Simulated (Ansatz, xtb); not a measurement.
Relative energy of two isomers of C4H11AlO

We compare a, `CC[O][AlH][CH2]C`, a singlet, with b, `C[O][AlH][CH](C)C`, a singlet. Both are isolated molecules in the gas phase, relaxed with r2SCAN-D4/def2-SVP; each stands in its lowest conformer found.

Task: Estimate E(b) − E(a) at the level CCSD(T)/def2-SVP + ΔMP2/def2-TZVPP.

Result: Calculated at CCSD(T)/def2-SVP + ΔMP2/def2-TZVPP: E(b) − E(a) = +5.1 kcal/mol, so structure a lies lower.

Level by level:

```
                             level            geometry  E(b) − E(a) (kcal/mol)  departure from the last row (kcal/mol)  job, with rough time for the two
                          GFN2-xTB            GFN2-xTB                      +6.5                                    +1.4              optimisation, 0.49 s
                         HF/STO-3G            GFN2-xTB                      +4.5                                    −0.6              single point, 0.34 s
      r2SCAN-D4/def2-SVP//GFN2-xTB            GFN2-xTB                      +5.7                                    +0.7               single point, 3.8 s
                r2SCAN-D4/def2-SVP  r2SCAN-D4/def2-SVP                      +5.3                                    +0.3             optimisation, 3.2 min
                       HF/def2-SVP  r2SCAN-D4/def2-SVP                      +6.3                                    +1.2           part of the CCSD(T) run
                      MP2/def2-SVP  r2SCAN-D4/def2-SVP                      +4.9                                    −0.2           part of the CCSD(T) run
                  CCSD(T)/def2-SVP  r2SCAN-D4/def2-SVP                      +5.0                                     0.0                      single point
CCSD(T)/def2-SVP + ΔMP2/def2-TZVPP  r2SCAN-D4/def2-SVP                      +5.1                                                        single point, 72 s
```

As drawn, both hold the same kinds of bond in the same numbers. Structure a has 2 methyl groups, b 3.

None of the levels shown reverses the order. The largest departure from CCSD(T)/def2-SVP + ΔMP2/def2-TZVPP is that of GFN2-xTB, 1.4 kcal/mol. A small imaginary or near-zero mode remains, so no thermal terms are given. The last row adds to CCSD(T) the change of the MP2 difference between the two basis sets, here 0.0 kcal/mol.

The correlated steps freeze 10 core orbitals. Programs: Ansatz 0.2.0, xtb 6.7.1; the last row on 4 threads of Arm Neoverse V1 on a shared host.

Ethoxy(ethyl)alane lies below its methoxy(isopropyl) isomer by +5.1 kcal/mol, and since the bond types match, the preference reflects where the carbon branching sits. Going from b to a in effect moves a methyl group from the carbon bound to aluminium to the carbon bound to oxygen. Alkyl substitution is favourable at a carbon attached to electronegative oxygen, but less so at the carbanion-like carbon of a polar Al–C bond, where primary alkyls are normally preferred to secondary ones. The two effects probably act together and outweigh the usual advantage of a branched carbon skeleton.

Correlation narrows the gap, from +6.3 kcal/mol in HF/def2-SVP to +5.0 in CCSD(T) with the same basis. This suggests that the more compact isopropyl isomer gains more from medium-range correlation between neighbouring groups, though not enough to overturn the order. The result concerns three-coordinate monomers; alkoxyalanes readily associate through Al–O–Al bridges, and the different steric demands of the two isomers could alter the gap there.
